**Question: is black arsenic really more stable than simple cubic arsenic, or is 10 meV just noise?**

I work on the process side and was handed these calculated results for arsenic in five crystal structures.

Arsenic in five crystal structures, calculated with Ansatz 0.2.0 using non-spin-polarised, scalar-relativistic LDA, plane waves (cutoff 420 eV) and PAW datasets made for PBE. Energies are extrapolated to zero smearing from Fermi-Dirac smearing of 0.1 eV. Volumes and bulk moduli come from third-order Birch-Murnaghan fits to uniformly scaled cells.

| structure | space group of the relaxed cell | neighbours within 15 % of the shortest distance | k mesh | energy above lowest (meV/atom) | neighbour distance (Å) | volume per atom (Å³) | bulk modulus (GPa) |
| --- | --- | --- | --- | --- | --- | --- | --- |
| black arsenic (Cmce) | Cmce | 3 | 10×10×9 | 0 | 2.467 | 21.08 | 78.9 |
| simple cubic | Pm-3m | 6 | 13×13×13 | 10 | 2.675 | 19.12 | 95.5 |
| omega (AlB2-type) | P6/mmm | 14 | 9×9×13 | 356 | 2.765 | 18.07 | 94.6 |
| diamond | Fd-3m | 4 | 10×10×10 | 357 | 2.584 | 26.51 | 53.5 |
| hcp | P6_3/mmc | 12 | 14×14×8 | 422 | 2.883 | 18.11 | 91.6 |

Black arsenic comes out lowest, but simple cubic is only 10 meV per atom higher. That puzzles me, because an atom in simple cubic has six neighbours and one in black arsenic has three. If bonds hold a solid together, why doesn't twice the number of bonds win clearly? And if the number of bonds hardly matters, why is diamond, with four, so much worse than both? I would also like to know how far I can trust the order, and what it would take to turn it round.

**Answer**

In this calculation black arsenic is the more stable of the two, by 10 meV per atom at zero pressure. The order is plausible, but a margin this small does not secure it. A modest pressure reverses it: simple cubic packs the same atoms into about 9 % less volume, and squeezing rewards that. The reason for the near tie is that three short, strong bonds are worth about as much as six longer, weaker ones, and here very slightly more.

**Why twice the bonds does not mean twice the binding**

A bond does not keep its strength when an atom takes on more neighbours. The electrons that held three neighbours must now serve six, so each link weakens and lengthens. The table shows the lengthening directly: the neighbour distance grows from 2.467 Å in black arsenic to 2.675 Å in simple cubic. Counting bonds as if they were identical bricks therefore overrates the structure with more of them.

A simple model shows how complete the compensation can be. Let $Z$ be the number of neighbours and $h$ the hopping strength, which measures how easily an electron passes from one atom to the next. The electron levels spread into a band whose width grows as $\sqrt{Z}\,h$, and filling its lower part gives the binding. Against this stands the repulsion between neighbouring atoms, which is assumed here to grow as $h^2$ for each bond. With positive constants $a$ and $b$, the energy per atom is

$$E = aZh^2 - b\sqrt{Z}\,h .$$

Only the combination $x=\sqrt{Z}\,h$ appears, so $E=ax^2-bx$. The atoms settle at the distance where $x=b/2a$, and the energy there is $-b^2/4a$, whatever the number of neighbours. Doubling $Z$ halves $h^2$, and the total stays the same. In this picture three strong bonds and six weaker ones tie exactly. The exactness comes from the assumed $h^2$: if the repulsion rose more steeply with $h$, six neighbours would win, and if it rose somewhat less steeply, three would. The model thus shows why a near tie is possible, but it cannot predict the 10 meV or its sign.

The model also says how bonds should stretch. If $h$ falls off exponentially with distance, each doubling of $Z$ adds the same length. The step from black arsenic to simple cubic sets that length at 0.208 Å, so these two rows are used up and do not test the rule. For the four neighbours of diamond it then gives 2.55 Å, while the calculation has 2.58 Å. For twelve neighbours it gives 2.88 Å, which matches the listed hcp distance, but only six neighbours sit that close; the mean over all twelve is about 0.07 Å longer.

**Why diamond and hcp fall out of the tie**

For energies the model fails badly outside the first two rows. It predicts a tie for every structure, yet diamond lies 357 meV and hcp 422 meV above black arsenic. What it leaves out is the direction of the bonds and the number of electrons available to fill them. Standard bonding theory supplies both.

Arsenic has five valence electrons. Two of them sit mainly in the s level and bind little, while three occupy p orbitals, which point along three directions at right angles. Simple cubic has its neighbours exactly along those directions, one on either side for each orbital. Black arsenic keeps bonds not far from right angles but puts a close neighbour on only one side. Both structures thus use the same three p electrons in much the same way, which is why they belong together in energy.

Diamond asks for something else. Its four bonds take four electrons per atom, and the fifth has to enter antibonding states, which weaken the bonds it occupies. Germanium, one place to the left in the periodic table, has exactly four valence electrons and is content in the diamond structure. Selenium, one place to the right, has six and forms two bonds per atom. For a first guess at an element between germanium's column and bromine's, subtract the number of valence electrons from eight and look for structures with that many short bonds.

In hcp the trouble is geometry. Twelve neighbours cannot all lie along three perpendicular lines, so each p orbital has to be shared among bonds in several directions, and a state that binds along one of them can work against another. That is the expected reason; the table itself shows only the high energy. Omega is also densely packed and ends up about as high as diamond. I would not rank those two against each other, because their difference of 1 meV changes sign with the way the smearing of the electron occupations is treated, and the shape of the omega cell is not fully relaxed. The neighbour count and distance listed for omega also describe only one atom in three; the other two have fewer neighbours, the nearest of them slightly closer.

**Why the structure with three bonds wins narrowly**

Picture the p orbitals of simple cubic as chains running along the three cube axes. Each chain has equal spacings and is half filled. Such a chain can gain energy by making its spacings alternate between short and long, because the filled states move down and the empty ones move up. This is the Peierls distortion. Applied along all three axes, it turns six equal neighbours into three near and three far ones.

Black arsenic is one way of arranging those short bonds, and grey arsenic, the ordinary form of the element, is another. The table compares the energies; that the Peierls effect tips the balance is the standard explanation, not something these energies prove. The net gain can be small because the shorter bonds also bring more repulsion. Grey arsenic is not in the table, so being lowest here means beating simple cubic, not being the most stable form of arsenic.

The 10 meV is also not a barrier that keeps simple cubic in place. The calculation holds that structure in its cubic symmetry. Without this constraint, and without pressure, its atoms may move straight towards a threefold arrangement. Diamond, hcp and omega were held in their symmetry too, so their listed energies do not show that arsenic could stay in any of them.

**What would reverse the order**

Pressure is the clear candidate. The distortion pushes three of the six neighbours away and so costs volume: black arsenic takes up 1.96 Å³ more per atom than simple cubic. Under pressure $P$ the structure with the lower enthalpy $E+PV$ wins, where $V$ is the volume per atom. The two enthalpies are equal when the pressure work saved by the denser structure pays for its higher energy:

$$P=\frac{0.010\ \text{eV}}{1.96\ \text{Å}^3}\approx 0.0051\ \text{eV/Å}^3\approx 0.8\ \text{GPa},$$

since 1 eV/Å³ is about 160 GPa. That is roughly eight thousand atmospheres.

The estimate treats both volumes as fixed. With a correction for their compressibility, it puts simple cubic 30 meV below black arsenic at 3.5 GPa. That is a difference in enthalpy. Energies calculated for the compressed crystals give the same 30 meV. The volumes and bulk moduli in the table were fitted to those same energies, so the agreement checks the arithmetic of the estimate and is no independent test of the reversal. Those compressed crystals treat black arsenic a little harshly, because its bonds were shrunk along with the cell. Left free, its atoms could rearrange, most likely by closing the space between the layers first, and it would lose somewhat less ground.

Please do not use 0.8 GPa as a process limit. Grey arsenic turns into simple cubic at roughly 25 GPa in experiment, a rough recalled figure. That transition starts from a different and more stable phase, so the two pressures are not directly comparable. What the experiment does suggest is that at 0.8 GPa grey arsenic is still preferred to simple cubic. The calculated crossing therefore says which of two listed structures is lower, not that squeezed black arsenic would turn into simple cubic.

**How safe the order is**

The same pressure gives a useful measure of how delicate the result is. The bulk modulus of black arsenic, its resistance to compression, is listed as 78.9 GPa, so 0.8 GPa shrinks it by only about 1 %. The listed value is too stiff, because the bonds were scaled with the cell; a freely relaxing crystal would shrink somewhat more. Approximate density functionals often miss crystal volumes by a few per cent. An error in the functional that acts like a slight squeeze or stretch can therefore be as large as the whole energy difference.

Fortunately, the usual direction of that error is known. LDA tends to bind atoms too tightly and to make crystals too dense, much as if some extra pressure were applied. This favours simple cubic, the denser competitor, and black arsenic wins in spite of it. A gradient-corrected functional, which usually gives larger volumes and is kinder to open structures, should widen black arsenic's lead. That is an expectation from general experience, not a result in this table.

The electronic structure shows a related weakness. The calculated black arsenic is still a metal, with filled and empty bands overlapping by about 0.5 eV, whereas the real material is a semiconductor with a narrow gap. LDA is known to place such bands too close together, and a crystal that comes out too dense makes this worse: stretching the calculated volume by 8 % lowers the overlap to about 0.26 eV. The method thus misses part of the electronic contrast between the two structures, even where it may have their energy order right.

The smaller uncertainties are hard to add up. Comparing free energies at the smearing actually used, instead of energies extrapolated to zero smearing, reduces black arsenic's lead from 10 to about 8 meV but keeps its sign. The atomic datasets were made for PBE and used here with LDA, and the zero-point motion of the atoms is left out. Nor do these results include a repeat with a denser k mesh or a higher cutoff, which would be the direct test for numerical noise. There is also no separate term for dispersion, the weak attraction that helps to hold the layers of black arsenic together. Each of these could shift a difference of this size, and I cannot say in which direction the sum would go.

So I would treat the two levels of the table differently. The advantage of black arsenic and simple cubic over the other three structures is about 350 meV or more and rests on how arsenic's electrons form bonds. The choice between those two is a close contest that black arsenic probably wins at zero pressure. If a decision depends on that choice, repeat the pair with a matching functional and datasets and a denser k mesh, and include grey arsenic in the comparison.
